**Question.** How does the 3d spin-orbit parameter $\zeta$ of Ni²⁺ ($3d^8$) in NiO respond when (1) a 3d electron is removed or added, (2) a 1s electron is ejected, (3) the crystal is heated through its Néel point?

## The operator

In atomic units ($c=1/\alpha$, $\mathbf r_{12}=\mathbf r_1-\mathbf r_2$, spins in $\hbar$), Coulomb plus Breit reduced to order $\alpha^2$ gives per pair

$$H_{12}=-\frac{\alpha^2}{2r_{12}^3}\Big[(\mathbf r_{12}\times\mathbf p_1)\cdot(\mathbf s_1+2\mathbf s_2)+(\mathbf r_{21}\times\mathbf p_2)\cdot(\mathbf s_2+2\mathbf s_1)\Big],$$

beside the nuclear term $+\tfrac{\alpha^2}{2}Z\,\mathbf l\cdot\mathbf s/r^3$. The **own-orbit** part ($\mathbf s_1$ with $\mathbf p_1$) comes from Coulomb: it is $\tfrac{\alpha^2}{2}\mathbf s_1\cdot(\nabla_1 r_{12}^{-1}\times\mathbf p_1)$, Thomas half included. The **other-orbit** part comes from the Gaunt term: spin 2 ($g=2$) sits in the magnetic field of moving electron 1, with no Thomas half, hence weight 2.

For orbit 1 the $z$ component of $\mathbf s_1+2\mathbf s_2$ is $3s_1$ with a parallel partner and $-s_1$ with an antiparallel one. **A parallel partner screens three times as strongly as own-orbit alone; an antiparallel one antiscreens.**

## Model

The $^3A_{2g}$ ground state and the $^3T_{2g}$ state to which spin-orbit coupling mixes it both derive from $^3F$. Within a Hund term of a more than half-filled shell, $H=\lambda\,\mathbf L\cdot\mathbf S$; define $\zeta=-2S\lambda$. The state $M_L=L$, $M_S=S$ is one determinant (five spin-up electrons, a set $\mathcal D$ of spin-down ones) with energy $-\zeta L/2$.

Typical inputs: $\zeta\approx80$ meV and $\langle r^{-3}\rangle_{3d}\approx7.0\,a_0^{-3}$. One unscreened charge contributes $A=\tfrac{\alpha^2}{2}\langle r^{-3}\rangle=5.1$ meV. The radial function $P\propto r^3e^{-\kappa r}$ has $\langle r^{-3}\rangle=(2\kappa)^3/120$, so $\kappa=4.72\,a_0^{-1}$. It lacks the diffuse 3d tail, so trust pair integrals to tens of percent.

Integration by parts gives $\langle ab|(\nabla_1r_{12}^{-1}\times\mathbf p_1)_z|cd\rangle=i\int V_{bd}(\nabla a^*\times\nabla c)_z\,d^3r$, with $V_{bd}$ the potential of $b^*d$. Its multipole expansion leaves two integrals,

$$D_k=\frac{\alpha^2}{2}\int_0^\infty\!dr_1\!\int_0^{r_1}\!dr_2\,P^2(r_1)P^2(r_2)\frac{r_2^k}{r_1^{k+3}},$$

$D_0=\tfrac{11}{64}A=0.87$ meV and $D_2=\tfrac{77}{768}A=0.51$ meV.

Only spin-down electrons carry net $L$. The five spin-up partners form a spherical charge and have no exchange with them, so they add $-5D_0$ (own) and $+10D_0$ (other) to $\zeta$. Spin-down partners add $3X/L$, one third own and two thirds other, where $X$ is $\tfrac{\alpha^2}{2}$ times direct minus exchange elements summed over ordered pairs in $\mathcal D$:

| Ion | $m$ in $\mathcal D$ | $L$ | $X$ | $5D_0+3X/L$ |
|---|---|---|---|---|
| $d^7$ | 2, 1 | 3 | $-\tfrac{27}{7}D_0+\tfrac{51}{49}D_2$ | $\tfrac87D_0+\tfrac{51}{49}D_2$ |
| $d^8$ | 2, 1, 0 | 3 | $-\tfrac{57}{7}D_0-\tfrac{9}{49}D_2$ | $-\tfrac{22}{7}D_0-\tfrac{9}{49}D_2$ |
| $d^9$ | 2, 1, 0, −1 | 2 | $-8D_0+\tfrac47D_2$ | $-7D_0+\tfrac67D_2$ |

For $d^8$ the shell gives $-6.8$ meV own-orbit and $+3.9$ meV other-orbit, net $-2.8$ meV from unrounded parts.

## 1. One 3d electron fewer or more

*Reasoning.* The electron is spin-down, a parallel partner of the orbits that matter. Removing it (high-spin $d^7$ assumed) raises $\zeta$ and adding it lowers $\zeta$, by roughly $3D_0=2.6$ meV, two thirds of it other-orbit. With frozen orbitals the core contribution, exchange included, stays fixed.

*Calculation.* From the last column, $d^8\to d^7$ gives $\tfrac{30}{7}D_0+\tfrac{60}{49}D_2=+4.4$ meV ($+1.5$ own, $+2.9$ other). $d^8\to d^9$ gives $-\tfrac{27}{7}D_0+\tfrac{51}{49}D_2=-2.8$ meV ($-0.9$ own, $-1.9$ other). Exchange and the nonspherical charge cause the departure from $\pm3D_0$.

Orbital relaxation rivals this. Slater's screening rule (0.35 per 3d partner, $\kappa=Z_{\rm eff}/3$) shifts $\kappa$ by $0.35/3$. Taking $\zeta\propto\kappa^3$, the change is $3\Delta\kappa/\kappa=7.4\,\%$, about 5.9 meV, in the same direction.

## 2. A 1s hole (K-edge absorption)

*Reasoning.* A 1s electron lies almost wholly inside the 3d orbit and cancels one proton. Removing it raises $\zeta$ by nearly $A$. The filled 1s pair has no net spin and so no direct other-orbit term; the remaining spin $\mathbf s_c$ switches one on.

*Calculation.* With 1s exponent $\beta\approx27.7\,a_0^{-1}$, the 1s charge enclosed, weighted by $P^2/r^3$, is 99.5 %. The own-orbit change is $A'=+5.0$ meV. The new term is $-2A'\,\mathbf L\cdot\mathbf s_c$, with coefficient 10 meV. It vanishes on averaging over $\mathbf s_c$, and a typical hole width above 1 eV hides it. The lost 1s–3d exchange element, averaged likewise, is $3\cdot\tfrac{\alpha^2}{2}\tfrac{\beta}{5}\iint P_{1s}P_{3d}(r_1)\,r_1^{-1}P_{1s}P_{3d}(r_2)\,r_<^2r_>^{-3}\,dr_1dr_2=+0.1$ meV. Relaxation dominates: Slater's rule counts an inner electron as one full screening charge, which gives $\Delta\kappa=1/3$, hence 21 %, about $+17$ meV.

## 3. Heating through the Néel point

*Reasoning.* Below the measured $T_N=523$ K (as listed by Guntram Fischer 2009) neighbouring Ni spins have a mean value and act on the local orbit through other-orbit coupling. Above $T_N$ the mean vanishes. The $R^{-3}$ decay makes this tiny.

*Calculation.* For a spin $\mathbf S_j$ at distance $R$ along $\mathbf n$ the term becomes a dipole coupling, $\epsilon[\mathbf L\cdot\mathbf S_j-3(\mathbf L\cdot\mathbf n)(\mathbf S_j\cdot\mathbf n)]$ with $\epsilon=\alpha^2/2R^3$. The measured $a=4.171$ Å (as listed by Peitao Liu 2019) gives $R=a/\sqrt2=2.949$ Å $=5.573\,a_0$ and $\epsilon=4.2$ μeV. In type-II order, ferromagnetic (111) sheets alternate in sign, with spins in the sheet. Take full order, $S=1$, and let $L_\parallel$ be the component along the local spin. The six in-sheet neighbours sum to $(6-9)=-3$. The factor sums to zero over all twelve neighbours, so the six others give $+3$, reversed to $-3$ by their opposite spin. The total is $-6\epsilon L_\parallel=-25$ μeV $\times L_\parallel$. Set against $-\zeta L/2$, this is $12\epsilon=0.05$ meV of extra $\zeta$, lost on heating. The second shell cancels by cubic symmetry, the third takes back 13 %, and farther ones are omitted. Covalency outweighs all this: moving 1 % of 3d weight onto oxygen removes about 0.8 meV from the Ni term.

| Change | Frozen orbitals (meV) | Relaxation (meV) |
|---|---|---|
| $d^8\to d^7$ | $+4.4$ | $+5.9$ |
| $d^8\to d^9$ | $-2.8$ | $-5.9$ |
| 1s hole, spin-averaged | $+5.0$ direct, $+0.1$ exchange | $+17$ |
| ordered to paramagnetic | $-0.05$ | not estimated |